**Notebook: sharing the states just below the Fermi level among the planes of a thin Ti(0001) slab**

A slab calculation gives a number of states near the Fermi level, and one has to decide whether to divide that number evenly among the atoms or to weight the two faces. For the five-plane titanium slab below, the quarter of an electronvolt under the Fermi level holds 1.87 states per cell, and even division gives every plane a share of 0.200. The three inner planes hold 0.118 on average, so the even figure is about 70 % too high for them and too low for both faces. A rule with one parameter repairs most of this, provided the window of energy is the one for which the parameter was chosen.

Ansatz 0.2.0, scalar-relativistic PBE with plane waves and PAW, for a clean five-plane Ti(0001) slab with its lower two planes held at bulk positions. The cutoff is 420 eV, the k mesh 27 × 27 × 1 and the Gaussian smearing 0.1 eV, without spin polarization. Shares are of the states from −0.25 to 0 eV relative to the Fermi level, every state counted full.

| row | plane share | plane formula | plane height (Å) |
| --- | --- | --- | --- |
| 1 | 0.362 | Ti | -9.195 |
| 2 | 0.120 | Ti | -6.852 |
| 3 | 0.130 | Ti | -4.531 |
| 4 | 0.104 | Ti | -2.151 |
| 5 | 0.284 | Ti | 0.000 |

Each row is one atomic plane of the same PBE slab, counted from the bottom up, with one Ti atom per cell. The plane share $s$ is the fraction of the states in the window whose density lies on that plane, and the five shares add to one. The plane height is measured from the top atom. Rows 1 and 5 are the faces, and row 3, the centre, is the nearest thing to bulk titanium that five planes offer. These three rows carry the argument.

## The rule

The share of a plane is its local density of states, summed over the window, divided by the total. Take all inner planes as alike, with weight 1, and let each face have weight $r$, the ratio of its local density of states to that of an inner plane. For $N$ planes the weights add to $2r+N-2$, so

$$s_\text{face}=\frac{r}{2r+N-2},\qquad s_\text{inner}=\frac{1}{2r+N-2}.$$

The even split is $r=1$. The best $r$ for this table is the mean share of the two faces over the mean share of the three inner planes, $0.323/0.118=2.74$. Because the shares add to one, this is also the least-squares choice over all five rows. For hand work it is rounded to $r=3$, which for five planes gives a third on each face and a ninth on each inner plane.

## Why the faces are heavier: the ordinary part

An atom in a close-packed hexagonal metal has 12 nearest neighbours, and on the basal face it loses the three above it and keeps 9. In a tight-binding picture the mean square width of the local d band is the number of neighbours $Z$ times the square of the hopping energy, so the width goes as $\sqrt{Z}$. The same ten d states then fill a narrower range, and for a flat-topped band the density of states rises in inverse proportion:

$$r_0=\sqrt{12/9}=1.155,\qquad s_\text{face}=\frac{1.155}{2(1.155)+3}=0.217 .$$

This estimate has no adjustable number, and in the present window it falls far short of both 0.362 and 0.284. It does better over a broad range. The same calculation gives the shares for eight adjoining windows from $-2$ to $+1.5$ eV, and their sum, weighted by the states in each, puts 0.437 on the two faces against 0.435 from narrowing.

That closeness depends on where the range is cut. Leaving out the top window, the one most exposed to the loosely converged highest levels of the run, raises the figure to 0.448, and over a whole band $r$ must return to about one, since every atom has the same number of d orbitals. A window of a few electronvolts across this part of the band thus has $r$ near 1.2, the size that narrowing suggests, but the match does not prove the cause. A density raised evenly would show in every window, whereas $r$ is above one only between $-0.5$ and 1 eV, so the broad sum already contains whatever is special near the Fermi level. Narrowing sets a scale, and the narrow window needs something more.

## Why the faces are heavier: the special part

The ratio $r$ has a numerator and a denominator, and the neighbouring windows show that both matter. The inner planes hold 0.88 states per eV per plane here, the lowest value of the eight windows. The faces hold 2.42 on average, well up from 1.41 in the window between $-1$ and $-0.5$ eV. The interior is therefore at its poorest just where the faces have become rich, and $r$ is the largest of the eight.

The poor interior is standard physics. Titanium has about four valence electrons per atom, and in the hexagonal structure this filling puts the Fermi level in the valley between the bonding d states and the higher ones. Where bulk states are scarce, parts of the surface Brillouin zone can be left with no bulk state at all at that energy. A level made from d orbitals that lost their partners at the cut can sit in such a local gap, and with nothing to mix with below, it stays on the outer plane. Ti(0001) is known to have a d-type surface state near the Fermi level and the shares fit it, but they are sums over orbitals and wave vectors, so this identification rests on the argument rather than on a column.

This picture turns $r$ into a sum that can be estimated. A face holds the background $n_b$ that every plane has, plus an excess $n_s$ of its own:

$$r=1+\frac{n_s}{n_b}.$$

The background is $0.88\times0.25=0.22$ states per plane. The excess is the face share less the inner mean, times the states in the window, which is 0.46 states for row 1 and 0.31 for row 5. A full band holds two states per cell, so each face contributes about a fifth of a band to this window.

The size of that excess hints at the kind of band behind it. A free-electron band in two dimensions has the constant density $m/\pi\hbar^2$, about 0.042 states per eV per Å$^2$ with both spins, where $m$ is the electron mass. The cell has an area of $2.95\times2.555=7.54$ Å$^2$, so such a band puts $0.042\times7.54\times0.25=0.079$ states into the window. The excess is four to six times that, which would fit one heavy band with a mass of the order of five electron masses, or a few lighter ones. Either is natural for d states and only the order of magnitude is meant.

## Worked on rows 1 and 3

Take $N=5$ and $r=3$, so that the weights are 3, 1, 1, 1, 3 and their sum is 9. For row 1 the rule gives $3/9=0.333$ against 0.362 in the table, which is 8 % low relative to the table. Multiplying by the states in the window turns the share into a count, $0.333\times1.87=0.62$ states per cell, where the calculation has 0.68.

For row 3 the rule gives $1/9=0.111$ against 0.130, which is 15 % low relative to the table. Both rows entered the averages from which $r$ was taken, as did the other three, so the agreement measures how well two levels describe five shares and is no independent test. The independent test is the transfer to other windows, taken up below.

## Accuracy over the table

The root-mean-square miss in share is 0.104 for the even split, 0.090 for narrowing alone and 0.026 for the best $r$. Rounding to $r=3$ costs almost nothing, 0.027. All these misses are far above the rounding of the shares, so they belong to the model.

Relative to the table value, the hand rule lies between 15 % low, on row 3, and 17 % high, on row 5. With $r=2.74$ the range is 11 % low to 14 % high, and the two largest absolute misses are the faces, one up and one down by the same amount. Most of the remaining error is thus a single feature, the difference between rows 1 and 5.

## Row 5 against row 1

The stack ABABA cut from the bulk has a mirror through its centre plane, so before relaxation the two faces are equivalent and must hold equal shares. Here the lower two planes were held at bulk positions and still carry forces of about 0.6 eV/Å that pull them together, while the upper planes were relaxed. The top spacing is 2.151 Å against 2.343 Å at the bottom, a contraction of 8 %. By symmetry, then, the inequality of the faces comes from the one-sided relaxation and from no difference in chemistry or stacking.

Each face taken alone has its own ratio, $r=3.07$ for the held face and $r=2.41$ for the relaxed one. Using both brings the miss down to 0.008, but two parameters for four independent shares reproduce the faces by construction. The useful lesson is the range. The value 3 belongs to a bulk-cut face, and the relaxed face, which is the closer model of a real clean surface as long as it does not reconstruct, lies nearer 2.4.

The relaxed face has lost few states overall. Over the broad range its share is 0.97 of that of the held face, against 0.78 in this window, and between 0.5 and 1 eV it leads with 1.24. The numbers show weight moved in energy. A likely reason, which remains a guess, is that the shorter contact to the plane beneath strengthens the hopping and pushes part of the surface band upward, out of the window.

## A step rather than a tail

A surface state decays into the solid, which suggests an exponential tail from each face in place of a step. A pure tail of that kind, normalised to one and with its decay length chosen by least squares over the five rows, has a length of 2.34 Å and a miss of 0.036. It must put the minimum at the centre, and it gives row 3 only 0.088 where the table has 0.130, above both neighbouring planes. The interior is a background of states that run through the whole slab, which a pure tail leaves out.

A constant background plus a tail of fixed length, with the two amplitudes from linear least squares, fits best at the shortest length tried. The miss grows from 0.026 at 0.5 Å to 0.037 at 3 Å. The shares therefore favour a decay within about one plane spacing but fix no length, and the step is the simplest form that fits.

The order among rows 2, 3 and 4 gets no explanation here. They scatter by up to 0.014 about their mean, and the window contains only 72 distinct levels of the k mesh, each worth 1.4 % of the total on average. Coarse sampling is unlikely to be the whole cause, though, because among the inner planes row 3 is highest and row 4 lowest in six of the eight windows. Five planes are thin enough for the two faces to couple and for standing waves across the slab to shape the inner shares.

## Where the rule stops

The value of $r$ does not transfer in energy. In the two adjoining windows it is about 1.8, and between $-1$ and $-0.5$ eV it is 0.81, so that the inner planes are there the heavier ones. Carrying $r=2.74$ into that window gives a miss of 0.122, worse than the even split does in the table above. With its own $r$ each of the eight windows is matched to 0.026 or better, but where $r$ is near one the shares are almost even anyway, so this is only a weak test of the form.

In this slab $r$ is largest where two ingredients meet, a low density of states in the interior and a high one on the faces, inside a window narrow enough to resolve them. A wider window averages $r$ down, to about 1.2 over the broad range. Because $r$ changes this fast, an error of a tenth of an electronvolt in the Kohn-Sham levels, the size of the smearing used, would alter it noticeably, and the run itself carries a warning that its levels are not confirmed.

A share is also not a count. Just above the Fermi level, from 0 to 0.25 eV, the faces have a smaller share but more states, 0.77 on row 1 and 0.61 on row 5, because that window is fuller. Nor does a share predict a tunnelling signal. Per state in the cell, the density 3 Å above row 5 is $4.0\times10^{-4}$ Å$^{-3}$ in this window and $1.9\times10^{-4}$ Å$^{-3}$ just above it, a factor of two. The share of row 5 changes far less between the two windows, so the reach of the states into the vacuum must differ as well. That reach depends on their momentum along the surface and on whether their orbitals point outward, and the shares record neither.

The dependence on $N$ comes from the assumption that added planes each bring one more unit of background while the excess on a face stays fixed, so that the face share falls roughly as $1/N$ in a thick film. One thickness does not test this. Zero spin was imposed, and although bulk titanium is nonmagnetic, a face with nearly three times the inner density of states is where a moment would form first and split the band that sets $r$. The argument also needs the cut bonds to stay free, so the rule is for clean faces only.
